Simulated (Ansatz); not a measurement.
# Work function and dipole per adsorbate against coverage for Cs, K, Na and Li on Ag(111) with PBE

We have to choose an alkali layer for a silver photocathode lit by photons of 2.3 eV. The photons should exceed the work function by at least 0.2 eV, which sets a ceiling of 2.1 eV. Because the dose of alkali is hard to control, the ceiling must be met at both 0.111 and 0.25 ML, and the work functions at these two coverages may differ by no more than 0.2 eV. These limits are our own choice.

The calculated quantity is the work function of the covered face, taken from the Fermi level to the vacuum level outside that face. Its change ΔΦ is counted from the clean Ag(111) face, so a negative value means easier emission. The dipole per adsorbate shows how much each adsorbed atom contributes to that change on average.

## Set-up

Ansatz 0.2.0, plane-wave Kohn-Sham DFT with its default PAW datasets at a cutoff of 420 eV, PBE. Slabs of 4 layers at the tabulated measured lattice constant with the lower two layers held; adsorbates on the upper face in cells of 1 to 9 surface atoms, started on the site named and relaxed with the upper layers until forces are under 0.02 eV/Å. k-spacing 0.21 Å⁻¹ (2π included), Fermi-Dirac smearing of 0.1 eV, 18 Å of vacuum, dipole correction. Spin-paired, no spin-orbit coupling.

Notes on method and selection:

- One starting site was run; real layers may sit elsewhere, sink into the surface or rebuild it.
- Changes under about 0.15 eV are within the error of slabs this thin.
- Runs in which an atom moved over 1.3 Å, mostly full layers of large atoms, are not listed; the work function can turn there.
- Alkali layers pass through a minimum of the work function; at one coverage the larger alkalis can lie past theirs while smaller ones are near it, so the order need not follow the ionisation energy.
- Neighbouring dipoles tend to depolarise each other as the coverage rises, unless heights or bonding change.
- Runs in which the search for lower states was switched off are not listed.
- Work functions and vacuum levels are read from the electrostatic potential (Hartree and local ionic parts), which a warning of a rough exchange-correlation potential in thin density does not concern.
- Error sizes named in these notes are rules of thumb and were not measured on these runs.
- The default PAW datasets of this version of Ansatz are the set soft_2.
- Runs that did not converge, have known faults or may not be shown are not listed, and runs on Ansatz's PAW sets soft_1 and soft_2 are kept to separate tables.

Columns:

- density (nm⁻²): adsorbates per area.
- height (Å): height of the adsorbed atom (the lowest atom of a molecule) over the highest substrate atom.
- coverage (ML): adsorbates per surface atom.
- ΔΦ (eV): work function of the covered face less that of the clean face.
- dipole (D): dipole per adsorbate from ΔΦ by the Helmholtz relation, positive end outwards.
- Φ covered (eV): work function of the covered face.

## The series

| member | system | density (nm⁻²) | height (Å) | coverage (ML) | ΔΦ (eV) | dipole (D) | Φ covered (eV) | remark |
| --- | --- | --- | --- | --- | --- | --- | --- | --- |
| clean | Cs on Ag(111), fcc | 0.00 | – | 0.000 | 0.00 | – | 4.47 |  |
| 0.1111 ML | Cs on Ag(111), fcc | 1.53 | 3.06 | 0.111 | −2.90 | 5.02 | 1.57 |  |
| 0.25 ML | Cs on Ag(111), fcc | 3.45 | 3.08 | 0.250 | −2.61 | 2.01 | 1.86 |  |
| clean | K on Ag(111), fcc | 0.00 | – | 0.000 | 0.00 | – | 4.47 |  |
| 0.1111 ML | K on Ag(111), fcc | 1.53 | 2.77 | 0.111 | −2.60 | 4.50 | 1.87 |  |
| 0.25 ML | K on Ag(111), fcc | 3.45 | 2.76 | 0.250 | −2.59 | 1.99 | 1.88 |  |
| clean | Na on Ag(111), fcc | 0.00 | – | 0.000 | 0.00 | – | 4.47 |  |
| 0.1111 ML | Na on Ag(111), fcc | 1.53 | 2.41 | 0.111 | −1.84 | 3.18 | 2.63 |  |
| 0.25 ML | Na on Ag(111), fcc | 3.45 | 2.31 | 0.250 | −2.53 | 1.95 | 1.94 |  |
| clean | Li on Ag(111), fcc | 0.00 | – | 0.000 | 0.00 | – | 4.47 |  |
| 0.25 ML | Li on Ag(111), fcc | 3.45 | 1.90 | 0.250 | −2.25 | 1.73 | 2.22 |  |
| 0.5 ML | Li on Ag(111), fcc | 6.90 | 1.76 | 0.500 | −1.90 | 0.73 | 2.57 | moved 0.9 Å sideways off the starting site |
| 1 ML | Li on Ag(111), fcc | 13.81 | 2.12 | 1.000 | −0.89 | 0.17 | 3.57 |  |

## Mechanism

Every alkali layer in the table lowers the work function, but the dipole per atom shrinks as the layer fills. From 0.111 to 0.25 ML it falls to 2.01 / 5.02 = 0.40 of its value for Cs, 1.99 / 4.50 = 0.44 for K and 1.95 / 3.18 = 0.61 for Na.

The Helmholtz relation turns these ratios into work functions: ΔΦ = −0.377 × n × μ, with ΔΦ in eV, the density n in nm⁻² and the dipole μ in D. Between the two coverages n grows by 3.45 / 1.53 = 2.25, so ΔΦ stays the same if the dipole falls to 1 / 2.25 = 0.44. K does just that, and its work function changes by only 0.01 eV. Cs loses more dipole and its work function rises by 1.86 − 1.57 = 0.29 eV; Na loses less and its work function falls by 2.63 − 1.94 = 0.69 eV. For Li the work function rises by 2.57 − 2.22 = 0.35 eV from 0.25 to 0.5 ML and by a further 3.57 − 2.57 = 1.00 eV to the full layer.

The accepted cause is mutual depolarisation. Each alkali atom gives charge to the silver and forms a dipole with its positive end outwards. The field of the neighbouring dipoles drives electrons back towards the atom, and does so more strongly as the atoms come closer. The heights support this reading: those of Cs and K change by no more than 0.02 Å while their dipoles more than halve.

At 0.111 ML the work function rises from Cs through K to Na, over 1.06 eV. At 0.25 ML the same three lie within 0.08 eV, which is too little to rank them on slabs this thin.

## Exceptions

Li at 0.5 ML moved 0.9 Å sideways, so this row does not describe an fcc layer. Its work function still differs from those of the other two Li coverages by more than the slab error, and the rise with coverage stands.

The full Li layer is the odd value. Its 3.57 eV lies well above the work function known for lithium metal. The 1×1 cell forces the atoms to the silver spacing, which packs them more densely than lithium's own closest-packed plane, and one atom per cell leaves no room for buckling. Compression tends to raise the work function, but whether it accounts for the whole excess is open. In so dense a layer the atoms share a metallic band, and 0.17 D is no longer the dipole of a separate adsorbate.

The bare back faces of the covered slabs keep nearly the clean work function, which speaks against a general fault of the cells.

## Checking against experiment

| member | quantity | measured | computed, Cs on Ag(111), fcc | computed − measured | conditions | source |
| --- | --- | --- | --- | --- | --- | --- |
| clean | Φ covered (eV) | 4.53 | 4.47 | −0.06 | compiled values differ between sources by a tenth of an eV or more; compiled experimental value; Ag(111) single-crystal face | [1] |

Sources:

[1] "Anisotropic work function of elemental crystals" (2019, arXiv:1902.07811)

The only measured value in the table is for the clean face: 4.53 eV against 4.47 eV computed, a difference of −0.06 eV. Compiled values for this face differ between sources by a tenth of an eV or more, so the comparison shows agreement within that scatter but does not settle the sign of the PBE error. It also says little about the alkali layers, whose work functions depend on charge transfer and on the position of the adsorbed atoms.

The covered faces are not compared here. In general, experiments on alkali layers on metals find a steep fall of the work function at low coverage, a minimum, and then a rise towards the value of the alkali metal. The covered rows mostly fit this pattern: Na has the lower work function at the higher of its two coverages, while for Cs and Li the work function rises from each covered row to the next. The full Li layer, however, overshoots the value of the metal. The depth of the minimum and the coverage at which it occurs remain untested. In a real layer, islands, another adsorption site or traces of oxygen could shift both.

## Choosing a member

We screen the rows at 0.111 and 0.25 ML against the ceiling of 2.1 eV and the permitted difference of 0.2 eV. The longest wavelength that can still emit is λ = 1240 / Φ, with λ in nm, Φ in eV and hc = 1240 eV nm.

- K: 1.87 and 1.88 eV, or 1240 / 1.87 = 663 nm and 1240 / 1.88 = 660 nm. The difference is 0.01 eV, and both conditions are met. Two nearly equal values do not prove a flat curve, however: a minimum may lie between them.
- Cs: 1.57 and 1.86 eV, or 1240 / 1.57 = 790 nm and 1240 / 1.86 = 667 nm. The ceiling is met, but the difference of 1.86 − 1.57 = 0.29 eV is too large.
- Na: 2.63 and 1.94 eV, or 1240 / 2.63 = 471 nm and 1240 / 1.94 = 639 nm. At the lower coverage the photons fall short of the work function by 2.63 − 2.3 = 0.33 eV.
- Li: 2.22 eV at 0.25 ML, which is above the ceiling; the limit is 1240 / 2.22 = 559 nm. No row at 0.111 ML is shown in the table, so Li cannot be put through the full test.

An error of 0.15 eV for the thin slab leaves K inside the brief: 1.88 + 0.15 = 2.03 eV for the ceiling and 0.01 + 0.15 = 0.16 eV for the difference. The same error could bring Cs down to 0.29 − 0.15 = 0.14 eV, so its rejection is not firm.

K is the pick and Cs the runner-up. If the dose could be held near 0.111 ML, Cs would be the better choice, since its work function there is 1.87 − 1.57 = 0.30 eV lower.

K would fail the ceiling if its true work function were more than 2.1 − 1.88 = 0.22 eV above the computed one. PBE often gives metal work functions too low, by roughly 0.1 to 0.3 eV, so a measurement on a K layer should come before the design is fixed. A shift common to all the layers would leave the difference between the two coverages unchanged, but not the margin below the ceiling.

## Closing remarks

Between two coverages, the work function falls only if the dipole per atom shrinks by a smaller factor than the density grows. This follows from the Helmholtz relation and holds for every pair of covered rows. A large dipole in a sparse layer therefore says little about the work function of a denser one.

The 2.0 eV spread of the covered rows is far larger than the error expected of the thin slabs. The 0.08 eV between Cs, K and Na at 0.25 ML is another matter: alkali atoms that sink into the silver would tend to have smaller outward dipoles, which could raise the work function and change the order.
